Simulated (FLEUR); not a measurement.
# Energy of rocksalt MnO against fixed total spin moment, from zero to 6.511 μB per cell, in all-electron PBE

A Mn²⁺ ion with five d electrons would carry 5 μB if all its d spins were parallel, yet in a crystal the d levels are split and broadened, which favours pairing. How strongly does MnO resist being held at a smaller moment, or pushed to a larger one? The answer matters to groups who use MnO in magnetic layers, because it shows whether the Mn moment can be treated as rigid. We hold the total moment of the two-atom cell at a series of values and compute the free energy with FLAPW and PBE at the measured cell. Energies are per cell and are counted from the run without spin polarisation, so a negative value means that the polarised state is more stable.

## Calculations

MnO (rocksalt): the measured cell (COD); 2 atoms in the cell, atoms and cell held. FLEUR MaX-R8.1, all-electron FLAPW in bulk geometry, scalar-relativistic valence, PBE, basis cutoff 4.05 1/bohr, density cutoff 12.1 1/bohr, Fermi-Dirac smearing of 0.03 eV, muffin-tin radii Mn 2.62, O 1.48 bohr. Local moments are those inside the muffin-tin spheres. Collinear spins without spin-orbit coupling, 8x8x8 k-points. The total moment is held by two Fermi energies, one for each spin; the row marked free is the unconstrained run, and the row at M = 0 is the run without spin polarisation.

Notes on method and selection:

- Each run ends in the state reached from its start (the fixed-moment runs continue from an earlier run), which may not be the lowest.
- A uniform moment does not probe antiparallel order, which can lie lower.
- At small fixed moments unlike atoms can carry local moments of opposite sign, so the curve need not run smoothly into the unpolarised point.
- Stoner picture: E = M^2 (1/(2N) - I/4) for small M, with N the density of states of both spins at the Fermi energy of the unpolarised run and I the Stoner parameter of the cell.
- A blank cell means that the quantity does not apply to the row, or that its run was not made or gave no value that passed the checks named.
- Curves that are not smooth, that do not rise at the largest moment or whose runs differ in settings are not tabled.
- Runs that did not converge, have known faults or may not be shown are not listed, and runs on Ansatz's PAW sets soft_1 and soft_2 are kept to separate tables.

Columns:

- fixed moment (μB/cell): total spin moment of the cell, held fixed.
- energy from unpolarised (meV/cell): free energy of the cell less that of the run without spin polarisation.
- Mn moment (μB): largest spin moment inside a Mn sphere, signed along the total.

## Table of results

| member | fixed moment (μB/cell) | energy from unpolarised (meV/cell) | Mn moment (μB) |
| --- | --- | --- | --- |
| M = 0 muB | 0.000 | 0.0 | – |
| M = 1.08 muB | 1.085 | −399.1 | 1.047 |
| M = 2.17 muB | 2.170 | −820.7 | 2.217 |
| M = 3.25 muB | 3.255 | ? | ? |
| M = 4.34 muB | 4.341 | −2077.7 | 4.131 |
| M = 4.82 muB, free | 4.823 | −2162.2 | 4.491 |
| M = 5.43 muB | 5.426 | −815.3 | 4.716 |
| M = 6.51 muB | 6.511 | 3839.7 | 5.036 |

Cells marked ? are withheld until the estimate has been made.

## Mechanism

Among the members shown, the energy falls up to the unconstrained run, which settles at 4.823 μB and −2162.2 meV, and then climbs steeply. The run at 6.511 μB lies 3839.7 meV above the unpolarised state.

The slope follows from the two Fermi energies: $dE/dM = (E_F^{\uparrow} - E_F^{\downarrow})/2$, with $M$ in μB. Below the free moment, an electron gains more exchange energy by moving from a minority to a majority d state than it pays in crystal-field and band energy. Between 2.170 and 4.341 μB the mean slope is (−2077.7 + 820.7) / 2.171 = −579.0 meV/μB. It weakens to (−2162.2 + 2077.7) / 0.482 = −175.3 meV/μB just before the free moment, as the majority d band nears filling.

Above 5 μB the majority d shell has little room left. Further moment must come mainly from emptying minority O 2p states and filling high-lying majority states, and between the last two rows this costs (3839.7 + 815.3) / 1.085 = 4290.3 meV/μB. The sphere moments fit this picture: from the free run to the last row the Mn moment grows by 0.545 μB while the total grows by 1.688 μB, so most of the added moment lies outside the Mn sphere. The sharp drop of the printed Fermi energy just above the free moment also agrees with it.

The small-moment Stoner parabola does not describe the first steps. Doubling the moment from 1.085 to 2.170 μB multiplies the energy gain by 820.7 / 399.1 = 2.06, not by 4.

The free moment is not an integer, which implies partly filled bands and hence a metal at this level, whereas real MnO is an antiferromagnetic insulator. The minimum found here holds for parallel Mn moments in PBE, and antiparallel order can lie lower.

## Predicting the missing value

Plain estimates from the members shown:

- M = 3.25 muB, straight-line interpolation between M = 2.17 muB and M = 4.34 muB: w = (3.255 − 2.170) / (4.341 − 2.170) = 0.500, so −820.7 + 0.500 × (−2077.7 − (−820.7)) = −1448.9 meV/cell

The straight line between the neighbours gives −1448.9 meV for 3.255 μB, but it ignores how the curve enters and leaves the interval. We use a cubic with slopes $m_0$ and $m_1$ at the two ends, which adds to the line

$$t(1-t)h\,[(1-t)(m_0-d)-t(m_1-d)],$$

where $h$ is the interval, $d$ its mean slope and $t$ the fractional position.

Between 1.085 and 2.170 μB the mean slope is (−820.7 + 399.1) / 1.085 = −388.6 meV/μB. At 2.170 μB a parabola through that row and its two shown neighbours then gives $m_0$ = (2.171 × (−388.6) + 1.085 × (−579.0)) / (2.171 + 1.085) = −452.0 meV/μB. At 4.341 μB a parabola with zero slope at the free moment gives $m_1$ = 2 × (−175.3) = −350.6 meV/μB. At the midpoint the correction is 2.171 × (−452.0 + 350.6) / 8 = −27.5 meV, so the estimate is −1448.9 − 27.5 = −1476.4 meV.

As a trial we leave out the row at 2.170 μB and apply the same route between 1.085 and 4.341 μB. It gives about −940 meV against the computed −820.7 meV, a miss of about 120 meV over a wider gap. If the miss scales with the product of the distances to the two neighbours, as for a line, it becomes 120 × (1.085 × 1.086) / (1.085 × 2.171) = 60 meV here. We take 60 meV as one standard deviation, although a single trial fixes it only roughly.

**Committed estimate, M = 3.25 muB: energy from unpolarised = −1480 ± 60 meV/cell.**

## The answer

| member | fixed moment (μB/cell) | energy from unpolarised (meV/cell) | Mn moment (μB) |
| --- | --- | --- | --- |
| M = 3.25 muB | 3.255 | −1530.1 | 3.236 |

| member | estimate | energy from unpolarised (meV/cell) | computed | estimate − computed | miss in error bars |
| --- | --- | --- | --- | --- | --- |
| M = 3.25 muB | committed | −1480.0 | −1530.1 | +50.1 | 0.8 |
| M = 3.25 muB | interpolation | −1448.9 | −1530.1 | +81.2 |  |

The estimate of −1480 meV lies 50.1 meV above the computed −1530.1 meV, inside its error bar of 60 meV and closer than the straight line, which misses by 81.2 meV. The end slopes gave the right sign for the shift but only a third of its size: 27.5 meV, where 81.2 meV was needed. One fault was the slope at 2.170 μB, which we took from a parabola across the wide gap. With the new row, the mean of the slopes on either side is (−388.6 − 653.8) / 2 = −521.2 meV/μB, not −452.0.

The descent steepens before it flattens, from −388.6 meV/μB between 1.085 and 2.170 μB to (−1530.1 + 820.7) / 1.085 = −653.8 meV/μB in the next interval. This is what exchange should do, since the gain from turning one more spin grows with the moment already present, while the crystal-field cost of moving an electron from $t_{2g}$ to $e_g$ stays roughly fixed. Nearer the free moment the band cost of each further spin turned probably rises, because the remaining minority electrons sit deep in their bands and the majority d states still empty lie high.

## Departures from the trend

The two rows above the free moment leave the trend of the others by far the most. At 5.426 μB the energy is 2162.2 − 815.3 = 1346.9 meV above the free run, and at 6.511 μB it is 3839.7 + 2162.2 = 6001.9 meV above it. The oxygen moment, which grows strongly and parallel to that of Mn in this range, supports the emptying of minority O 2p states described above.

On the descending side, the row at 2.170 μB stands out more mildly. The midpoint of its neighbours is (−399.1 − 1530.1) / 2 = −964.6 meV, and the row lies 964.6 − 820.7 = 143.9 meV above it. An upward departure is expected where the exchange gain is still building up, but a run held in a state that is not the lowest would have the same sign. The Mn sphere moment there, 2.217 μB, slightly exceeds the total, so a small opposite moment lies outside the sphere.

## Rules of thumb and their limits

For parallel Mn moments in PBE, the energy falls from row to row up to 4.823 μB and rises after it. On the descending side, a straight line between rows about 2.2 μB apart can miss the row midway by about 0.1 eV. Across the free moment it fails: drawn from 4.341 to 5.426 μB, it misses the free run by about 0.65 eV.

For device work the Mn moment can be treated as rigid in size against applied magnetic fields. Lowering the total from 4.823 to 4.341 μB costs 2162.2 − 2077.7 = 84.5 meV per cell, or 175.3 meV/μB on average. At roughly 0.058 meV/μB per tesla, that corresponds to a field of about 3000 T.

The largest omitted effect is probably the on-site d repulsion, which PBE treats poorly. Correcting it should push the filled majority and empty minority d states further apart, which favours high spin and brings the free moment close to 5 μB. Antiparallel order can lower the energy further, but a curve at uniform moment cannot say by how much.
